In this PBE calculation of tin dioxide, the valence states spread over about 8 eV. The states above the gap start as a thin foot some 3 eV long. Their strongest peak is about six times lower than the strongest valence peak. These three sizes are the outline of the band diagram, and an examiner can ask for the chemistry behind it.

SnO2 (P4_2/mnm, 6 atoms per cell, a = 4.827 Å, c = 3.238 Å), calculated with Ansatz 0.2.0 using PBE, PAW, spin-orbit coupling, a plane-wave cutoff of 420 eV and a 6×6×8 k mesh. The density of states uses the tetrahedron method and is averaged over 0.2 eV bins; energies are relative to the Fermi level. Orbital parts are Löwdin projections summed over sites.

| energy (eV) | density of states total (states/eV/cell) | DOS O 2p j1.5 (states/eV/cell) | DOS O 2p j0.5 (states/eV/cell) | DOS Sn 5s j0.5 (states/eV/cell) | DOS Sn 5p j1.5 (states/eV/cell) | DOS O 2s j0.5 (states/eV/cell) |
| --- | --- | --- | --- | --- | --- | --- |
| -7.95 | 1.02 | 0.38 | 0.19 | 0.38 | 0.01 | 0.0300 |
| -7.55 | 2.46 | 0.94 | 0.46 | 0.88 | 0.05 | 0.0800 |
| -7.15 | 2.04 | 0.78 | 0.39 | 0.68 | 0.04 | 0.1000 |
| -6.75 | 1.48 | 0.58 | 0.29 | 0.45 | 0.04 | 0.0900 |
| -6.35 | 1.13 | 0.46 | 0.22 | 0.3 | 0.03 | 0.0800 |
| -5.95 | 0.8 | 0.33 | 0.16 | 0.19 | 0.03 | 0.0600 |
| -5.55 | 0.88 | 0.44 | 0.16 | 0.1 | 0.06 | 0.0400 |
| -5.15 | 2.17 | 1.1 | 0.48 | 0.09 | 0.24 | 0.0500 |
| -4.75 | 2.65 | 1.33 | 0.65 | 0.08 | 0.31 | 0.0600 |
| -4.35 | 3.53 | 1.81 | 0.9 | 0.05 | 0.42 | 0.0600 |
| -3.95 | 4.57 | 2.31 | 1.27 | 0.08 | 0.49 | 0.1100 |
| -3.55 | 3.25 | 1.7 | 0.91 | 0.05 | 0.3 | 0.0800 |
| -3.15 | 3.38 | 1.84 | 1.01 | 0.02 | 0.25 | 0.0800 |
| -2.75 | 2.93 | 1.69 | 0.84 | 0.02 | 0.17 | 0.0700 |
| -2.35 | 4.17 | 2.46 | 1.26 | 0.03 | 0.16 | 0.0900 |
| -1.95 | 6.11 | 3.82 | 1.92 | 0.02 | 0.09 | 0.0500 |
| -1.55 | 7.82 | 5 | 2.55 | 0.01 | 0.03 | 0.0200 |
| -1.15 | 11.59 | 7.69 | 3.68 | 0 | 0.03 | 0.0100 |
| -0.75 | 1.69 | 1.11 | 0.54 | 0 | 0.01 | 0.0000 |
| -0.35 | 0.03 | 0.02 | 0.01 | 0 | 0 | 0.0000 |
| 0.05 | 0 | 0 | 0 | 0 | 0 | 0.0000 |
| 0.45 | 0 | 0 | 0 | 0 | 0 | 0.0000 |
| 0.85 | 0.02 | 0 | 0 | 0.01 | 0 | 0.0000 |
| 1.25 | 0.06 | 0.01 | 0 | 0.03 | 0 | 0.0100 |
| 1.65 | 0.12 | 0.02 | 0.01 | 0.06 | 0 | 0.0300 |
| 2.05 | 0.17 | 0.03 | 0.02 | 0.08 | 0.01 | 0.0300 |
| 2.45 | 0.25 | 0.05 | 0.03 | 0.11 | 0.01 | 0.0500 |
| 2.85 | 0.35 | 0.08 | 0.04 | 0.15 | 0.02 | 0.0600 |
| 3.25 | 0.5 | 0.11 | 0.05 | 0.21 | 0.02 | 0.0700 |
| 3.65 | 0.75 | 0.17 | 0.09 | 0.32 | 0.04 | 0.1000 |
| 4.05 | 1.48 | 0.34 | 0.17 | 0.66 | 0.07 | 0.1600 |
| 4.45 | 1.98 | 0.45 | 0.23 | 0.88 | 0.12 | 0.1800 |
| 4.85 | 1.71 | 0.4 | 0.21 | 0.77 | 0.09 | 0.1200 |
| 5.25 | 1.35 | 0.33 | 0.17 | 0.64 | 0.06 | 0.0700 |
| 5.65 | 0.88 | 0.24 | 0.12 | 0.44 | 0.02 | 0.0200 |

## Question

The density of states is the number of electron states per eV in one cell, which holds two tin and four oxygen atoms. The other columns give the part of it that resembles a given atomic orbital. The labels j1.5 and j0.5 mark the two spin-orbit parts of a p shell. Add them to obtain O 2p; they stand near 2:1 simply because the shells hold four and two states.

(a) Count orbitals to estimate how many O 2p states can bond with Sn 5s, how many with Sn 5p, and how many find no partner. Compare with the table.

(b) Why is there a deep minimum near −6 eV?

(c) Why does the valence region end in a tall peak, while the conduction region begins with a thin foot?

## Model answer

**(a)** Each oxygen atom brings three 2p orbitals, each tin atom one 5s and three 5p orbitals, and each orbital holds two spin states. Per cell this gives

- O 2p states: $4\times3\times2=24$
- combinations that Sn 5s can engage: $2\times1\times2=4$
- combinations that Sn 5p can engage: at most $2\times3\times2=12$
- combinations left without a tin partner: at least $24-4-12=8$

An oxygen combination that meets a tin orbital is pushed down and becomes bonding, and its antibonding partner is pushed up. The Sn 5s level lies well below Sn 5p, hence closer to the oxygen levels, and it overlaps strongly with them. The 5s-bonding states should therefore lie lowest, the 5p-bonding states above them and the unpartnered oxygen states on top.

The table has this order. Sn 5s makes up about 32 % of the states in the rows from −7.95 to −5.95, but only about 2 % in the rows from −5.55 to −2.75. In that middle part Sn 5p takes over, with about 10 % in its j1.5 column alone. Higher up, nearly everything is O 2p.

The number of states in the bottom part follows from adding its rows. Each row is an average over 0.2 eV, but the rows stand 0.4 eV apart, so each is taken to represent 0.4 eV:

$$N\approx0.4\times(1.02+2.46+2.04+1.48+1.13+0.80)=0.4\times8.93\approx3.6$$

The orbital count gave four; any states below the first row are missing from the sum. The same sum over all valence rows gives 25.5 instead of 24, about 6 % too many, which shows how coarse this way of counting is.

**(b)** The minimum separates two kinds of bond. Below it lie the oxygen combinations that Sn 5s has pulled far down, and above it mainly those that have only Sn 5p to bond with. Because 5s pulls most of its combinations much harder, few states are left in between. The density at −5.95 eV is about a third of that in the peak at −7.55 eV. The listed rows do not reach zero, which points to a pseudogap and not a true gap. A gap of a few tenths of an eV could still hide in and around the bin that the table leaves out between −5.95 and −5.55 eV.

**(c)** The tall peak at −1.15 eV is about 98 % O 2p. An oxygen atom in this structure has three tin neighbours that lie in one plane with it, so the p orbital perpendicular to that plane points at none of them. Such an orbital is a lone pair. Its energy depends little on how its phase changes from cell to cell, which makes the band flat and packs many states into a narrow range of energy. The table does not resolve the directions of the p orbitals, so this assignment rests on the geometry.

The conduction region begins with the antibonding partners of the states that Sn 5s pulls down. In the rows above the gap Sn 5s has the largest share, about 45 %, and most of the rest is oxygen. The energy of these states depends strongly on the phases of neighbouring 5s orbitals, so the band is steep. A steep band that rises from a single minimum has few states near its bottom.

Much of the steepness can be understood by looking at a single oxygen atom. At the conduction minimum the 5s orbitals of all tin atoms have the same sign. A p orbital has a positive and a negative lobe, so the contributions of three tin neighbours spread around the oxygen atom nearly cancel on it. O 2p can then hardly push this state up. Where the signs alternate, the cancellation is lost and O 2p pushes the state to higher energy. Direct overlap between neighbouring 5s orbitals can add to the steepness.

O 2s has no lobes of opposite sign, so it should mix in best where O 2p mixes least. Its share is indeed about 17 % in the foot, up to the row at 3.25 eV, and about 8 % above it. The share of O 2p changes the other way, but only from about 31 to 36 %. The foot covers many states away from the minimum, where the cancellation is incomplete.

The density falls again after 4.45 eV because the supply of Sn 5s is running out. Two tin atoms provide two such bands, which hold four states. The rows above the gap add up to about 3.8. The agreement supports the assignment, although higher bands may already contribute to the last rows.

## Remarks on the reasoning

**Where the count is weaker.** The orbital count works best for the bottom part, which the minimum sets apart. The rows from −2.35 eV upwards hold about 12.6 states, well above the eight lone-pair states. No gap divides the lone pairs from the weaker 5p bonds, and some oxygen states that could bond with Sn 5p evidently gain little from it. An answer that calls the whole upper part "lone pairs" is therefore too simple. The printed output gives the sums and shares for each part.

**Shares and signs.** The columns show which orbitals take part, but not whether they combine with equal or opposite sign. "Bonding" and "antibonding" rest on the theory of two interacting levels and on the order of the energies. The table supports this reading by showing Sn 5s twice, once at the valence bottom and once above the gap. A purely ionic picture with Sn⁴⁺ would leave 5s empty, whereas the calculation assigns about 0.9 electrons to it on each tin atom.

**Uneven rows.** The peak at −3.95 eV is also where Sn 5p is largest, so it belongs to the 5p bonds. The smaller ups and downs between there and −2.35 eV deserve no chemical name. Individual band edges produce such structure, and a modest mesh of k points can change its shape.

**Reading the gap.** Zero energy lies in the middle of the gap, not at a band edge. The zeros in the table suggest a gap of about 1 eV, but the calculated one is only 0.69 eV. The row at 0.45 eV already lies above the conduction edge, and its density is too small to show at two decimals. Interpolation on a modest k mesh can make the edge of a steep band look even thinner than it is. The thin foot thus hides the edge from anyone who looks for the first visible entry.

**What the functional changes.** The measured gap is roughly 3.6 eV, a recalled value, so PBE gives only about a fifth of it. This is the familiar failure of such functionals. The calculated cell is also somewhat larger than the measured one, again from memory, and this lowers the gap further. The distance between valence and conduction states must therefore not be used to predict where the material absorbs light.

**A rule for practice.** To sketch the bands of a dioxide with the same structure, whose metal also bonds through s and p orbitals, count the oxygen p orbitals and subtract those metal orbitals. The remainder is the least that the dense top of the valence region should hold; weakly bonding states add to it. Then ask which metal orbital is the lowest empty one. If it is an s orbital, as here, the conduction region starts with a steep band and few states. Electrons added by doping then have little room, and even a moderate number of them moves the Fermi level far up into the band.

Output of the analysis:

```
States per cell, valence bottom (rows -7.95 to -5.95): 3.572
States per cell, valence middle (rows -5.55 to -2.75): 9.344
States per cell, valence top (rows -2.35 to -0.35): 12.56
States per cell, all valence rows (orbital count 24): 25.48
States per cell, all conduction rows (two 5s-derived bands hold 4): 3.848
States per cell, conduction foot (rows up to 3.25): 0.588
Sn 5s share of valence bottom, %: 32.25
Sn 5s share of valence middle, %: 2.098
Sn 5s share of valence top, %: 0.191
Sn 5s share of conduction rows, %: 45.32
O 2p share of valence bottom, %: 58.01
O 2p share of valence top, %: 95.7
Sn 5p (j 3/2) share of valence bottom, %: 2.24
Sn 5p (j 3/2) share of valence middle, %: 9.589
Sn 5p (j 3/2) share of valence top, %: 1.019
O 2s share of conduction foot, %: 17.01
O 2s share of conduction hump (rows from 3.65), %: 7.975
O 2p share of conduction foot, %: 30.61
O 2p share of conduction hump, %: 35.83
O 2p share of the highest valence peak, %: 98.1
Highest valence peak over highest conduction peak, ratio: 5.854
Lowest peak over the minimum at -5.95, ratio: 3.075
O 2p j 3/2 over j 1/2 in the valence rows, ratio: 2.001
Computed gap, eV: 0.6864
Conduction edge above the zero of energy, eV: 0.3432
Sn 5s population per Sn atom, electrons: 0.8936
```
